The density of a 1s electron at the nucleus is the probability per unit volume of finding it there. It was computed here for six triply charged ions by Hartree-Fock, once without relativity and once with the Dirac-Coulomb Hamiltonian. The two columns are not taken at the same place. The first, $\rho_{\rm nr}$, is $|\psi(1s)|^2$ at a point nucleus. The second, $\rho_{\rm D}$, is averaged over a finite nuclear charge whose rms radius is an input. Their ratio therefore belongs to the ion together with its chosen radius. The last column, $A/g_I$, is the magnetic hyperfine constant of one 1s electron over the nuclear g factor. The 1s shell is closed and gives no net field, so this number describes an orbital and is no measurable splitting. Correlation and core polarisation are missing, open shells are configuration averages, and values for a single closed-shell orbital depend on a convention for rotating it among the other closed s shells.

In3+ to Xe3+ by all-electron, configuration-averaged Hartree-Fock at the radial basis limit (B-spline radial atomic code, version 1), non-relativistic with a point nucleus and Dirac-Coulomb with a Fermi nucleus. Densities are per 1s electron, the Dirac one averaged over the nuclear charge. A/g_I is the one-electron magnetic hyperfine constant over g_I = μ/(I μ_N).

```tsv
species	Z	electrons	configuration	|ψ(1s)|² at r = 0, non-rel. (bohr⁻³)	density of 1s1/2 over the nucleus, Dirac (bohr⁻³)	Dirac / non-rel.	nuclear rms radius (fm)	A(1s1/2)/g_I (MHz)
In3+	49	46	[Kr] 4d10	36650	73220	1.998	4.62	3.548e+07
Sn3+	50	47	[Kr] 4d10 5s1	38950	79840	2.050	4.65	3.803e+07
Sb3+	51	48	[Kr] 4d10 5s2	41350	87010	2.104	4.68	4.073e+07
Te3+	52	49	[Kr] 4d10 5s2 5p1	43840	94640	2.159	4.74	4.358e+07
I3+	53	50	[Kr] 4d10 5s2 5p2	46440	103100	2.219	4.75	4.659e+07
Xe3+	54	51	[Kr] 4d10 5s2 5p3	49130	112000	2.280	4.79	4.976e+07
```

### In3+ and Sn3+: the size of each column

A 1s electron in these ions feels almost the bare nuclear charge $Z$, so the one-electron ion is the limit to start from. Without relativity its orbital has radius $1/Z$ bohr and its density at the origin is $Z^3/\pi$. The table lies just below, at 0.9787 of this value for In3+ and 0.9789 for Sn3+. Written as $(Z-\sigma)^3/\pi$, the shortfall is a screening $\sigma$ of 0.35 to 0.36 charge units in every row.

With relativity, the momentum of an electron very close to a point charge grows as $Z/(cr)$ rather than as $\sqrt{2Z/r}$. Its square then acts like an attractive $1/r^2$ term, and the density keeps rising slowly instead of levelling off. Only the size of the nucleus stops the rise. For a point nucleus the large and small radial functions $P$ and $Q$ obey $P^2+Q^2\propto r^{2\gamma}e^{-2Zr}$, with $\gamma=\sqrt{1-(Z\alpha)^2}$ and $\alpha$ the fine-structure constant. Normalising and dividing by $4\pi r^2$ gives, in atomic units,

$$\rho(r)=\frac{Z^3}{\pi}\,\frac{2}{\Gamma(2\gamma+1)}\,(2Zr)^{2\gamma-2}e^{-2Zr}.$$

As $Z\alpha\to0$, $\gamma\to1$ and the non-relativistic density returns. As $r\to0$ at fixed $Z\alpha$, the power diverges. Averaging over a uniform sphere of radius $R=\sqrt{5/3}\times$rms multiplies the power at $R$ by $3/(2\gamma+1)$ and turns the exponential into $1-2ZR(2\gamma+1)/(2\gamma+2)$.

For Sn3+, $\gamma=0.9311$, $R=\sqrt{5/3}\times4.65=6.00$ fm and $2ZR=0.01134$ with $R$ in bohr. The four factors are $0.01134^{-0.1379}=1.854$, $2/\Gamma(2.862)=1.131$, $3/2.862=1.048$ and $1-0.01134\times2.862/3.862=0.992$. Their product is 2.18, against 2.050 in the table. Nothing was fitted to this or any other row. The doubling comes mostly from a small exponent acting on a very small length. The estimate is 6.4 % above the table value, and its excess grows in every step from 6.1 % at In3+ to 7.6 % at Xe3+. The sign is as theory argues: inside a spread-out charge the potential is finite and the density flattens, while the point solution goes on climbing. Solving the one-electron Dirac equation for a uniform sphere of the same rms radius gives 2.051 for Sn3+ and lies 0.07 to 0.09 % above the tabulated ratio in all six rows. That a one-electron ratio serves so well shows that screening scales both densities by nearly the same factor.

The hyperfine constant looks at a different region. The nuclear magnet acts on the electron's current at all distances, with a weight that favours small $r$ without confining itself to the nucleus:

$$A/g_I=\tfrac43\,\alpha\mu_N\left|\int 2PQ\,r^{-2}\,dr\right|,$$

where $\mu_N$ is the nuclear magneton. In the non-relativistic limit $Q=-\tfrac12 Z\alpha P$, the integral is $2\alpha Z^3$, and $A/g_I=K\rho_{\rm nr}$ with $K=\tfrac{8\pi}{3}\alpha^2\mu_N=799.31$ MHz bohr³. With the Dirac functions the integrand goes as $r^{2\gamma-2}e^{-2Zr}$. This has the same weak divergence as the density, but it is now integrated over $r$ and stays finite even for $R\to0$, giving the Breit factor $1/[\gamma(2\gamma-1)]$. With the point-nucleus functions half of the integral comes from beyond 43 to 51 nuclear radii; with the uniform sphere only about 1 % comes from inside $R$. For Sn3+, $K\rho_{\rm nr}=799.31\times38950=3.113\times10^7$ MHz and the Breit factor is 1.246, which gives $3.88\times10^7$ MHz, 2.0 % above the tabulated $3.803\times10^7$. The finite sphere, with a point dipole, lowers the factor to 1.2231 and the constant to $3.808\times10^7$ MHz. Over all rows it is 0.11 to 0.13 % above the table. The shortcut of putting the Dirac density into the contact formula fails: $A/(g_IK\rho_{\rm D})$ is 0.606 at In3+ and falls in every step to 0.556 at Xe3+.

### Sb3+ and Te3+: the 5s shell closes and the radius jumps

The logarithm of the ratio rises by 2.57, 2.60 and 2.58 % in the first three steps. A growing $Z\alpha$ alone would lengthen the steps, yet the step to Te3+ is no longer than the one before. Two things change along this stretch: the outer shells (5s closes at Sb3+, 5p opens at Te3+) and the radius, which grows by 0.06 fm at Te3+ after two steps of 0.03 fm.

The closing of 5s is where the orbital convention could make 1s jump. The numbers show no jump: $\sigma$ is 0.354 for both Sn3+ and Sb3+, with a rounding of ±0.002, and its later wobble (0.358, 0.356, 0.359) is of the size of that rounding. The radius acts through the power law, which predicts $d\ln\rho_{\rm D}/d\ln R\approx2\gamma-2=-0.150$ at Te3+; the sphere gives $-0.164$. The step from 4.68 to 4.74 fm is 1.3 % and costs about 0.2 % of the density. The tellurium radius is that of a heavy isotope: the run took mass number 130, against 121 for antimony and 127 for iodine.

### I3+ and Xe3+: the longest steps

From Te3+ to I3+ the radius grows by only 0.01 fm, or 0.2 %, which costs under 0.04 %, and the step lengthens to 2.74 %. The last step, with 0.04 fm, is 2.71 %. The sphere model has no valence electrons at all, and its steps are 2.58, 2.62, 2.56, 2.77 and 2.70 %. After a straight line in $Z$ is removed from the logarithm of table over model, no residual exceeds 0.015 %, inside the 0.023 % rounding of the ratio. With radii smoothed to a line in $Z$, Te3+ stands out at $-0.046$ %. This is only twice the rounding, but the unrounded total densities at the nucleus from the same runs, which are mostly 1s, settle the question in favour of the radius. The steps in the logarithm of their Dirac to non-relativistic ratio also shorten at Te3+, and they lengthen evenly from In3+ to Xe3+ once the effect of the radius is taken out with the sphere's slope. Since the radius is an input, the agreement says that the unevenness was handed on from the settings and says nothing new about the nuclei. The hyperfine constant is about nine times less sensitive ($-0.018$ at Te3+), so the 0.018 fm excess of the tellurium radius, 0.4 %, moves it by 0.007 %, below its rounding of 0.012 %.

Down the whole table $\rho_{\rm nr}$ rises by 34.1 %, $A/g_I$ by 40.2 % and $\rho_{\rm D}$ by 53.0 %, as local powers 3.02, 3.48 and 4.38 of $Z$. For an adjoining ion the argument predicts a slightly longer step per added proton, shortened where the nucleus swells, with the outer configuration hardly mattering.

The model's remaining excess is small but real. Unrounded further output of the same calculation puts it at 0.076 % (Sn) and 0.082 % (I) for the density ratio and 0.11 and 0.12 % for $A$, relative to the run. Screening that lowers the Dirac values by a slightly larger fraction than the non-relativistic density, and the difference between a sphere and a Fermi distribution, could both contribute, and they are not separated here. Screening is the likelier guess, because $A$ misses by slightly more although it is about nine times less sensitive to the nuclear radius. The same output shows that the 1s ratio doesn't carry over to outer shells: in Sn3+ it is 2.30 for 2s and 2.41 for 5s. The output of the program that made these comparisons, except the one with the total densities of all six ions, follows.

Numerical output:

```
K = (8pi/3) alpha^2 muN = 799.31 MHz bohr^3; order: In3+ Sn3+ Sb3+ Te3+ I3+ Xe3+
rho_nr/(Z^3/pi)                   0.9787 0.9789 0.9793 0.9795 0.9800 0.9802
sigma (floor +-0.002)             0.351 0.354 0.354 0.358 0.356 0.359
gamma                             0.9339 0.9311 0.9282 0.9252 0.9222 0.9191
2ZR                               0.01105 0.01134 0.01165 0.01203 0.01228 0.01262
(2ZR)^(2g-2)                      1.814 1.854 1.896 1.937 1.983 2.029
2/Gamma(2g+1)                     1.126 1.131 1.137 1.143 1.149 1.155
enh point fn averaged over R      2.119 2.181 2.245 2.309 2.381 2.454
  model/table-1 [%]               +6.08 +6.37 +6.68 +6.97 +7.31 +7.63
enh uniform sphere                1.999 2.051 2.106 2.160 2.221 2.282
  model/table-1 [%]               +0.07 +0.07 +0.09 +0.07 +0.09 +0.09
table A/(K rho_nr)                1.2111 1.2215 1.2323 1.2437 1.2551 1.2671
rival A/(K rho_dirac)             0.6062 0.5959 0.5856 0.5761 0.5654 0.5558
Breit 1/(g(2g-1))                 1.2340 1.2458 1.2581 1.2710 1.2843 1.2981
  model/table-1 [%]               +1.88 +1.99 +2.10 +2.19 +2.32 +2.45
A factor uniform sphere           1.2126 1.2231 1.2339 1.2450 1.2567 1.2686
  model/table-1 [%]               +0.12 +0.13 +0.13 +0.11 +0.12 +0.12
size cut of A, model [%]          1.73 1.83 1.93 2.04 2.15 2.27
A integral inside R, model [%]    0.82 0.86 0.90 0.94 0.98 1.02
median r of A integrand / R       51.2 49.4 47.7 45.7 44.2 42.6
screening factor rho_dirac        0.9779 0.9781 0.9785 0.9788 0.9795 0.9792
screening factor A                0.9775 0.9777 0.9780 0.9785 0.9788 0.9790
dln rho/dln R sphere              -0.1449 -0.1510 -0.1572 -0.1636 -0.1700 -0.1767
2g-2                              -0.1322 -0.1379 -0.1437 -0.1496 -0.1556 -0.1618
dln A/dln R sphere                -0.0155 -0.0163 -0.0171 -0.0180 -0.0188 -0.0198
exponents in Z: {'nr': 3.017, 'dirac': 4.376, 'A': 3.482, 'enh': 1.358}
rise In->Xe [%]: nr 34.1 dirac 53.0 A 40.2 enh 14.1 A-factor 4.6
steps of enhancement              0.052 0.054 0.055 0.060 0.061
steps of ln enh [%]               2.57 2.60 2.58 2.74 2.71
steps of ln enh, sphere [%]       2.58 2.62 2.56 2.77 2.70
rms - linear in Z [fm]            +0.001 -0.003 -0.008 +0.018 -0.007 -0.001
ln(table/model)-line, true rms [%]+0.004 +0.000 -0.014 +0.015 -0.009 +0.003
same, smoothed rms [%]            -0.000 +0.011 +0.012 -0.046 +0.016 +0.008
rms resid 0.009 vs 0.021 %; worst Te3+ vs Te3+
floor [%]: enh 0.023, via rms rounding 0.017, A 0.012, rho_dirac up to 0.048
Sn enh 1s,2s,5s,total [2.0498 2.3028 2.4082 2.0855] A/(K nr) [1.2217 1.333  1.387 ]
Sn A/(K dirac) [0.596  0.5788 0.5759] sphere/run-1: rho +0.076 %, A +0.112 %
I enh 1s,2s,5s,total [2.2193 2.5306 2.6117 2.264 ] A/(K nr) [1.2551 1.3853 1.4216]
I A/(K dirac) [0.5656 0.5474 0.5443] sphere/run-1: rho +0.082 %, A +0.122 %
Fermi-Segre Sn 5s: n* 2.395, rho 18.54 vs run 18.14 bohr^-3 (+2.2 %)
```
